**Q:** I want to know how much energy it takes to squeeze platinum diselenide to a given volume, and at what pressure. Do I need a new calculation for every volume?

**A:** No, because the computed curve is smooth enough to be replaced by a short formula. In the table, volume and energy are per atom, and the energy is counted from the minimum of the curve. The crystal was scaled uniformly, so its shape stayed fixed.

PtSe2 (P-3m1) computed with Ansatz 0.2.0 using all-electron LAPW DFT: PBE without dispersion correction, scalar-relativistic, no spin polarisation, 8×8×5 k mesh, Fermi-Dirac smearing of 0.05 eV. The cell is scaled uniformly with its shape and fractional coordinates fixed, and energies are counted from the minimum of the fitted curve.

| volume (Å³/atom) | energy (meV/atom) | pressure (GPa) |
| --- | --- | --- |
| 19.05 | 118.48 | 17.720 |
| 19.45 | 78.65 | 13.860 |
| 19.86 | 48.06 | 10.410 |
| 20.27 | 25.73 | 7.320 |
| 20.67 | 10.78 | 4.560 |
| 21.08 | 2.44 | 2.090 |
| 21.48 | 0.01 | -0.120 |

**Q:** I would treat it as a spring, with an energy that grows as the square of the change in volume. Is that good enough?

**A:** Only for a very gentle squeeze. A spring would need the same extra pressure for each equal step in volume. Here the steps are all about 0.4 Å³, yet going from 21.08 to 20.67 Å³ adds 4.56 − 2.09 = 2.47 GPa, while going from 19.45 to 19.05 Å³ adds 17.72 − 13.86 = 3.86 GPa. The crystal stiffens as it shrinks. At 19.05 Å³ the spring picture puts the energy 21 % too low.

**Q:** Why does it stiffen?

**A:** As atoms are pushed together their electron shells overlap more, and the resulting repulsion climbs much faster than in proportion to the shortening. The attraction that holds the crystal together changes more gently, so each further step costs more than the last. This is a general argument for solids; the table shows the stiffening itself, not the separate forces behind it.

**Q:** Can I build that into the spring without adding more constants?

**A:** Yes, by measuring the squeeze as a gain in density instead of a loss of volume. Call the fractional gain $s = V_0/V - 1$, where $V$ is the volume and $V_0$ the volume at zero pressure. Equal steps down in volume give ever larger steps in $s$, so a plain parabola in $s$ already stiffens:

$$E = \tfrac{1}{2} B_0 V_0\, s^2$$

Here $B_0$ is the bulk modulus, the resistance to compression at zero pressure. Pressure is the rate at which energy rises as volume falls, $P = -dE/dV$. Since $ds/dV = -(1+s)^2/V_0$, this gives

$$P = B_0\, s\,(1+s)^2$$

**Q:** Show me on a real row.

**A:** Take 20.67 Å³. The computed curve has $V_0 = 21.457$ Å³ and $B_0 = 111.3$ GPa. The energy constant is $111.3 \times 21.457/2 \approx 1194$ GPa Å³. Dividing by 160.2, the number of GPa in one eV/Å³, gives 7.45 eV, or 7450 meV per atom.

The density gain is $s = 21.457/20.67 - 1 = 0.0381$, and its square is 0.00145. The energy is therefore $7450 \times 0.00145 = 10.8$ meV per atom, which agrees with the table. The pressure is $111.3 \times 0.0381 \times 1.0381^2 = 4.57$ GPa, against 4.56 GPa in the table.

**Q:** That is a mild squeeze. What about the hardest one?

**A:** At 19.05 Å³ the density gain is 0.1264, a little over three times as large, so the energy should be about eleven times as large. The rule gives 119 meV per atom and 17.9 GPa; the table has 118.5 meV and 17.7 GPa. Over the six compressed rows the rule stays within 0.6 % of the computed energy and 0.8 % of the computed pressure. Those figures use volumes with more digits than are printed; with the printed ones the energy is off by less than 0.8 meV per atom.

**Q:** But your two constants came from the same curve. Isn't the agreement built in?

**A:** In part. Both constants come from a fit to all seven energies, including the two rows we worked, so the agreement tests only the shape of the formula. A harder test takes both constants from just two pressures, those at 21.08 and 20.27 Å³. According to the rule, $PV^2$ is a straight line in $1/V$, so two points fix it. With the unrounded volumes and pressures they give $B_0 = 110.8$ GPa and predict the pressure at 19.05 Å³, more than twice as far in density gain, to within 0.4 %. Rounded inputs can cost some of that accuracy, more so when the two points lie close together. The pressures follow the slope of the same energy curve, so this shows how well the shape extrapolates, not that the curve itself is right. The printed output after this exchange has the comparison for every row.

**Q:** Would the same trick work for another solid?

**A:** That depends on how fast the solid stiffens. For small $s$ the rule makes the bulk modulus grow as $B_0(1+5s)$, while the pressure grows as $B_0 s$. The modulus therefore gains 5 GPa for each GPa of pressure. The fitted curve of this crystal has a slope of 4.86, close to 5, and that is why density suits it so well. This slope, like $B_0$, rests almost wholly on compressed cells, because only one computed volume lies beyond the minimum.

For a solid with another slope $B'$, the next term of the expansion makes the energy estimate too high by a fraction of about $(5 - B')\,s/3$. With a slope of 4 and a density gain of 0.1, that is $1 \times 0.1/3$, or about 3 %. If the slope is above 5, the estimate comes out too low instead.

**Q:** Then I can put the measured volume of my own sample into the formula?

**A:** Not together with this $V_0$. The rule works on the small difference between two volumes, so a slight mismatch between them does great damage. If $V_0$ is taken 1 % too large, the energy estimate at 20.67 Å³ rises by 64 %, and the pressure at 20.27 Å³ rises by 1.5 GPa on a computed 7.3 GPa. The computed $V_0$ lies 5.88 % above the volume of the cell the calculation started from. PBE tends to make bonds a little long, the calculation has no dispersion correction to add attraction between the layers, and the frozen shape ties the layer spacing to the Pt–Se bond length. This curve cannot tell those causes apart. Take $V$ and $V_0$ from the same source.

**Q:** And how far can I push it?

**A:** Down to about 11 % below $V_0$ in volume, where the table ends. Do not use it for stretching: only the row at 21.48 Å³ lies beyond the minimum, and by a mere 0.1 %.

The fixed shape matters more in practice. In the calculation the strong bonds within a layer and the weak gaps between layers shrink in the same proportion. The gap in this cell is already narrow: its edges and Pt–Se distance put the Se planes about as far apart across the gap as across a layer. Even so, a real sample under even pressure is expected to give way more across the gaps than along the bonds, so it should be softer than 111 GPa suggests. The slope near 5 that makes the rule work was also found only for the frozen shape. How far the minimum and the 118 meV per atom at 19.05 Å³ would shift if the layers could choose their own spacing at every volume is the question this curve leaves open.

The analysis program printed:

```
Energy by the density rule and its rivals:
    row        's'  's squared'  'rule in meV/atom'  'rule miss in %'  'volume parabola miss in %'  'Birch-Murnaghan 2nd order miss in %'
  19.05     0.1264      0.01598               119.1            0.5397                       -20.76                                 -3.435
  19.45     0.1029       0.0106                  79            0.4407                       -17.43                                  -2.83
  19.86    0.08043     0.006469               48.23            0.3462                       -14.04                                 -2.235
  20.27    0.05882      0.00346               25.79            0.2468                       -10.58                                  -1.66
  20.67    0.03806     0.001448                10.8            0.1745                       -7.036                                 -1.071
  21.08     0.0181    0.0003275               2.441           0.05528                        -3.47                                -0.5426
  21.48  -0.001113    1.239e-06            0.009236            -7.635                       -7.429                                 -7.601
Pressure by the density rule and both quantities from two pressures:
    row  'square of 1+s'  'rule in GPa'  'rule miss in %'  'two-pressure P miss in %'  'two-pressure E miss in %'
  19.05            1.269          17.86            0.7659                      0.3775                      0.2309
  19.45            1.216          13.94            0.5866                      0.2169                      0.1679
  19.86            1.167          10.45             0.411                     0.06887                      0.1276
  20.27            1.121          7.342            0.2965                  -1.554e-13                      0.1191
  20.67            1.078          4.566            0.1301                    -0.07422                      0.2307
  21.08            1.037          2.088          -0.08207                   2.665e-13                      0.6864
  21.48           0.9978        -0.1236             3.039                      -6.579                      -23.72
Energy constant B0*V0/2 in meV/atom: 7455
Energy at 10 % higher density by the rule in meV/atom: 74.55
Pressure at 10 % higher density by the rule in GPa: 13.47
Largest reduction of volume below V0 in the table in %: 11.22
Expected energy excess at row 19.05 because the slope is not 5 in %: 0.5827
Expected pressure excess at row 19.05 because the slope is not 5 in %: 0.874
V0 from two pressures in cubic angstrom per atom: 21.46
B0 from two pressures in GPa: 110.8
Largest energy miss of the rule with the printed rounded volumes in meV/atom: 0.7466
Pressure miss of the rule at row 21.48 in GPa: -0.003647
Change of the pressure estimate at row 20.27 if V0 is taken 1 % too large in GPa: 1.496
Factor on the energy estimate at row 20.67 if V0 is taken 1 % too large: 1.636
```
